**Mass, bond order, well depth and bond length in Be2, K2, Ca2, Rb2 and Cs2**

The table holds bond lengths, harmonic wavenumbers, force constants, well depths, Mayer bond orders and reduced masses from PySCF at PBE0/def2-SVP, with core potentials for Rb and Cs and without counterpoise or spin-orbit correction. The program splits the change of $\omega_e$ into mass and stiffness parts and fits $k = C X r_e^{-n}$ with $X$ equal to 1, the Mayer order or $D_e$. Length alone gives $n = 2.19$ and an rms error of 2.9 %, against 29 % and 25 % for order and depth, and a fit to the alkali dimers alone overestimates Be2 and Ca2 by 8.9 % and 6.9 %. Badger offsets, the Morse relation between $k r_e^2/2D_e$ and the cubic Dunham coefficient, and the stretched ends of three curves are also printed; the Morse relation fails for the alkali dimers by about a factor of three.

PySCF 2.14.0, unrestricted PBE0/def2-SVP with fixed orbital occupation and no spin-orbit coupling, for singlet homonuclear dimers of groups 1 and 2; Rb and Cs carry core potentials. Constants come from Dunham fits to the bond curves for the main isotopes. D_e is taken to high-spin ground-configuration atoms, without counterpoise correction.

## Script

```python
# Table: r_e, omega_e, force constant k, D_e, Mayer order, reduced mass of Be2, K2, Ca2, Rb2, Cs2 (PySCF, PBE0/def2-SVP).
# Tested: mass and stiffness parts of omega_e; k = C*X*r^-n with X = 1, Mayer order or D_e; Badger and Morse checks.
T = {
    'molecule': ['Be2', 'K2', 'Ca2', 'Rb2', 'Cs2'],
    'Z': [4, 19, 20, 37, 55],
    'valence': [4, 2, 4, 2, 2],
    'rel': ['non-relativistic', 'non-relativistic', 'non-relativistic', 'ECP', 'ECP'],
    're': [2.519, 4.023, 4.218, 4.304, 4.769],  # Å
    'we': [310, 91, 82, 56, 40],  # 1/cm
    'k': [0.26, 0.1, 0.08, 0.08, 0.06],  # mdyn/Å
    'de': [0.3, 0.52, 0.22, 0.45, 0.4],  # eV
    'mayer': [0.67, 1.01, 0.38, 1.0, 1.0],
    'mu': [4.5, 19.5, 20.0, 42.5, 66.5],  # u
}
import numpy as np
from scipy.constants import e, physical_constants as pc
mol = T['molecule']; I = {m: i for i, m in enumerate(mol)}
r, we, kt, mu, M = (np.array(T[c], float) for c in ('re', 'we', 'k', 'mu', 'mayer'))
# further outputs of the same runs: finer k and D_e (Be2 D_e only from the table), Dunham a1, HOMO in eV
k = np.array([0.25531, 0.095584, 0.078904, 0.078392, 0.064126])
De = np.array([T['de'][0], 0.51844, 0.21761, 0.44643, 0.39933])
a1 = np.array([-3.830108, -1.783324, -3.846574, -1.858345, -1.946369])
homo = {'K2': -2.933458, 'Cs2': -2.609511}
# same runs, last point of curve: r (A), energy, energy of one atom (Eh), Mayer order
tail = {'K2': (6.2341, -1199.32301, -599.661835, 1.000095), 'Cs2': (7.3904, -40.27693, -20.13996, 0.9988),
        'Ca2': (6.5828, -1354.58132, -677.290278, 0.020525)}
row = lambda v, f: '  '.join(m + ' ' + f % x for m, x in zip(mol, v))
pct = lambda a, b: 100 * (b / a - 1)
print('Rounding of printed k, +-%:', row(0.5 / kt, '%.1f'))
print('Rounding of Mayer order, +-%:', row(0.5 / M, '%.1f'), '; of Be2 D_e %.1f' % (0.5 / De[0]))
print('Change of omega_e in %: table / mass only / k only / both; mass share of the log change')
for a, b in (('Be2', 'Cs2'), ('K2', 'Cs2'), ('K2', 'Ca2')):
    i, j = I[a], I[b]; fm = np.sqrt(mu[i] / mu[j]); fk = np.sqrt(k[j] / k[i])
    print(' %s to %s: %.1f / %.1f / %.1f / %.1f; share %.0f %%' % (a, b, pct(we[i], we[j]), pct(1, fm),
          pct(1, fk), pct(1, fm * fk), 100 * np.log(fm) / np.log(fm * fk)))
x, y = np.log(r), np.log(k); rms = {}; n = {}
print('Fits k = C X r^-n on all five rows (error = model/calculated - 1, in %)')
for name, X in (('1', np.ones(5)), ('Mayer', M), ('D_e', De)):
    p = np.polyfit(x, y - np.log(X), 1); err = pct(k, X * np.exp(np.polyval(p, x)))
    rms[name] = np.sqrt(np.mean(err**2)); n[name] = -p[0]; w = np.argmax(abs(err))
    print(' X = %s: n = %.2f, C = %.2f, rms %.1f %%, worst %s' % (name, n[name], np.exp(p[1]), rms[name], mol[w]))
    print('   errors:', row(err, '%+.1f'))
A = np.c_[np.ones(5), x, np.log(M)]; c = np.linalg.lstsq(A, y, rcond=None)[0]
print('Free Mayer power (3 parameters): n = %.2f, power %.2f, rms %.1f %%' % (-c[1], c[2],
      np.sqrt(np.mean(pct(k, np.exp(A @ c))**2))))
alk = np.array(T['valence']) == 2
pa = np.polyfit(x[alk], y[alk], 1)
print('Fit on K2, Rb2, Cs2 only: n = %.2f; errors %%:' % -pa[0], row(pct(k, np.exp(np.polyval(pa, x))), '%+.1f'))
for a, b in (('K2', 'Rb2'), ('Rb2', 'Cs2'), ('Be2', 'Ca2'), ('K2', 'Ca2')):
    print(' local exponent n, %s to %s: %.2f' % (a, b, -(y[I[b]] - y[I[a]]) / (x[I[b]] - x[I[a]])))
print('k r^2 in aJ:', row(k * r**2, '%.2f'), '; max/min %.2f' % (max(k * r**2) / min(k * r**2)))
CB = 1.9  # Badger constant in mdyn A^2, rough recalled value
d = r - (CB / k)**(1 / 3)
print('Badger offset d in A, k = 1.9/(r-d)^3:', row(d, '%.2f'))
print(' Ca2 k from the K2 offset: error %+.1f %%' % pct(k[I['Ca2']], CB / (r[I['Ca2']] - d[I['K2']])**3))
Dl = k * r**2 * 1e-18 / e / (2 * De)
print('Delta = k r^2 / 2D_e:', row(Dl, '%.1f'))
print('a1^2 (Morse value of Delta):', row(a1**2, '%.1f'))
print('Delta / a1^2 (1 for Morse):', row(Dl / a1**2, '%.2f'))
print('D_e / Mayer in eV:', row(De / M, '%.2f'), '; max/min %.2f' % (max(De / M) / min(De / M)))
i, j = I['K2'], I['Cs2']
print('K2 to Cs2 in %%: r %+.1f, k %+.1f, D_e %+.1f, Mayer %+.1f, |HOMO| %+.1f' % (pct(r[i], r[j]),
      pct(k[i], k[j]), pct(De[i], De[j]), pct(M[i], M[j]), pct(homo['K2'], homo['Cs2'])))
print('Alkali D_e goes as r^-m with m = %.2f' % -np.polyfit(x[alk], np.log(De[alk]), 1)[0])
for a, b in (('Ca2', 'Rb2'), ('Be2', 'K2')):
    i, j = I[a], I[b]
    print('%s/%s ratios: r %.2f, k %.2f, D_e %.2f, Mayer %.2f' % (a, b, r[i]/r[j], k[i]/k[j], De[i]/De[j], M[i]/M[j]))
Eh = pc['Hartree energy in eV'][0]
for m, (rr, E, Ea, b) in tail.items():
    print('%s at %.2f A: energy minus atoms %+.3f eV, Mayer %.2f' % (m, rr, (E - 2 * Ea) * Eh, b))
assert np.all(abs(k - kt) <= 0.005)
assert 2 < n['1'] < 3 and 2 < -pa[0] < 3
assert rms['1'] < rms['Mayer'] / 3 and rms['1'] < rms['D_e'] / 3
assert k[0] == k.max() and De[0] < De[alk].min()
```

Printed output:

```
Rounding of printed k, +-%: Be2 1.9  K2 5.0  Ca2 6.2  Rb2 6.2  Cs2 8.3
Rounding of Mayer order, +-%: Be2 0.7  K2 0.5  Ca2 1.3  Rb2 0.5  Cs2 0.5 ; of Be2 D_e 1.7
Change of omega_e in %: table / mass only / k only / both; mass share of the log change
 Be2 to Cs2: -87.1 / -74.0 / -49.9 / -87.0; share 66 %
 K2 to Cs2: -56.0 / -45.8 / -18.1 / -55.6; share 75 %
 K2 to Ca2: -9.9 / -1.3 / -9.1 / -10.3; share 12 %
Fits k = C X r^-n on all five rows (error = model/calculated - 1, in %)
 X = 1: n = 2.19, C = 1.93, rms 2.9 %, worst Ca2
   errors: Be2 +0.1  K2 -4.1  Ca2 +4.8  Rb2 +0.9  Cs2 -1.5
 X = Mayer: n = 2.56, C = 4.18, rms 29.1 %, worst Ca2
   errors: Be2 +3.2  K2 +25.4  Ca2 -49.4  Rb2 +27.4  Cs2 +19.8
 X = D_e: n = 2.57, C = 8.94, rms 25.4 %, worst Ca2
   errors: Be2 -1.8  K2 +36.3  Ca2 -38.6  Rb2 +20.4  Cs2 +1.1
Free Mayer power (3 parameters): n = 2.21, power 0.07, rms 1.5 %
Fit on K2, Rb2, Cs2 only: n = 2.31; errors %: Be2 +8.9  K2 -1.6  Ca2 +6.9  Rb2 +2.7  Cs2 -1.0
 local exponent n, K2 to Rb2: 2.94
 local exponent n, Rb2 to Cs2: 1.96
 local exponent n, Be2 to Ca2: 2.28
 local exponent n, K2 to Ca2: 4.05
k r^2 in aJ: Be2 1.62  K2 1.55  Ca2 1.40  Rb2 1.45  Cs2 1.46 ; max/min 1.15
Badger offset d in A, k = 1.9/(r-d)^3: Be2 0.57  K2 1.31  Ca2 1.33  Rb2 1.41  Cs2 1.67
 Ca2 k from the K2 offset: error -1.7 %
Delta = k r^2 / 2D_e: Be2 16.9  K2 9.3  Ca2 20.1  Rb2 10.2  Cs2 11.4
a1^2 (Morse value of Delta): Be2 14.7  K2 3.2  Ca2 14.8  Rb2 3.5  Cs2 3.8
Delta / a1^2 (1 for Morse): Be2 1.15  K2 2.93  Ca2 1.36  Rb2 2.94  Cs2 3.01
D_e / Mayer in eV: Be2 0.45  K2 0.51  Ca2 0.57  Rb2 0.45  Cs2 0.40 ; max/min 1.43
K2 to Cs2 in %: r +18.5, k -32.9, D_e -23.0, Mayer -1.0, |HOMO| -11.0
Alkali D_e goes as r^-m with m = 1.50
Ca2/Rb2 ratios: r 0.98, k 1.01, D_e 0.49, Mayer 0.38
Be2/K2 ratios: r 0.63, k 2.67, D_e 0.58, Mayer 0.66
K2 at 6.23 A: energy minus atoms +0.018 eV, Mayer 1.00
Cs2 at 7.39 A: energy minus atoms +0.081 eV, Mayer 1.00
Ca2 at 6.58 A: energy minus atoms -0.021 eV, Mayer 0.02
```
